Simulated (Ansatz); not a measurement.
# InF (SMILES [F][In]): methods side by side

InF: 2 atoms, total charge 0, spin state singlet. As SMILES, `[F][In]`. Geometry: relaxed at PBE0-D4/def2-TZVP.

```xyz
2

F     0.0000    0.0000    0.0159
In    0.0000    0.0000    2.0096
```

Quantity: the energy change with the F1–In2 bond stretched from 1.994 to 3.987 Å, in eV. The values are calculated.

```csv
level,kind,program,value (eV),less FCI/STO-3G,CPU time (all runs)
HF/STO-3G (restricted),Hartree–Fock,Ansatz,8.41,+4.11,0.73 s
revPBE/STO-3G (restricted),GGA,Ansatz,6.31,+2.01,3.5 s
BHLYP/STO-3G (restricted),global hybrid,Ansatz,7.61,+3.31,2.5 s
wB97M-V/STO-3G (restricted),range-separated hybrid,Ansatz,7.85,+3.55,24 s
B2PLYP/STO-3G (restricted),double hybrid,Ansatz,5.80,+1.50,3.5 s
RPA@PBE/STO-3G (restricted),RPA,Ansatz,3.43,-0.87,5.6 s
MP2/STO-3G (restricted),perturbation theory,Ansatz,5.40,+1.10,1.1 s
BCCD(T)/STO-3G (restricted),coupled cluster or CI,Ansatz,4.28,-0.02,1.2 s
FCI/STO-3G,exact in the basis,Ansatz,4.30,0.00,2.2 s
```

FCI/STO-3G is exact within its basis and frozen core, so for wave-function methods in that basis the difference is their error; functionals converge differently with the basis, so for them it is only a difference. Spin-restricted single references rise too steeply as a bond breaks, Hartree–Fock most of all. Perturbation and coupled-cluster corrections on them can overshoot downwards. All-electron rows without a relativistic Hamiltonian named are non-relativistic. The first shape isn't each level's own minimum. The values span 3.43 to 8.41 eV. All rows use very small basis sets, so even the best lies far from the true value. In the correlated wave-function rows the outer d shell of In is correlated, in sets not made for it. CPU times are rough (shared hosts, several kinds of processor): they show what a rung costs within a factor of a few.

Correlation treatment largely decides the cost of stretching InF: Hartree–Fock gives 8.41 eV, MP2 removes most of the excess over FCI, and BCCD(T) comes within 0.02 eV of it. The bond is a strongly polar σ pair, mainly F 2p with some In 5p, beside an In 5s lone pair. As the overlap fades, σ and σ* approach each other and the neutral-atom configuration gains weight, which one closed-shell determinant cannot describe. The minimal basis probably exaggerates this by describing compact F⁻ poorly, making the ionic configuration too costly at a distance where the real molecule should still be substantially ionic.

Among the functionals without perturbative or RPA correlation, the rise grows from revPBE to the hybrids, consistent with more exact exchange. B2PLYP breaks that pattern, probably because its perturbative term offsets the exchange. The close BCCD(T) match supports its energy difference between these two geometries, not its accuracy along the whole curve, and the stretched point is not the dissociation limit.
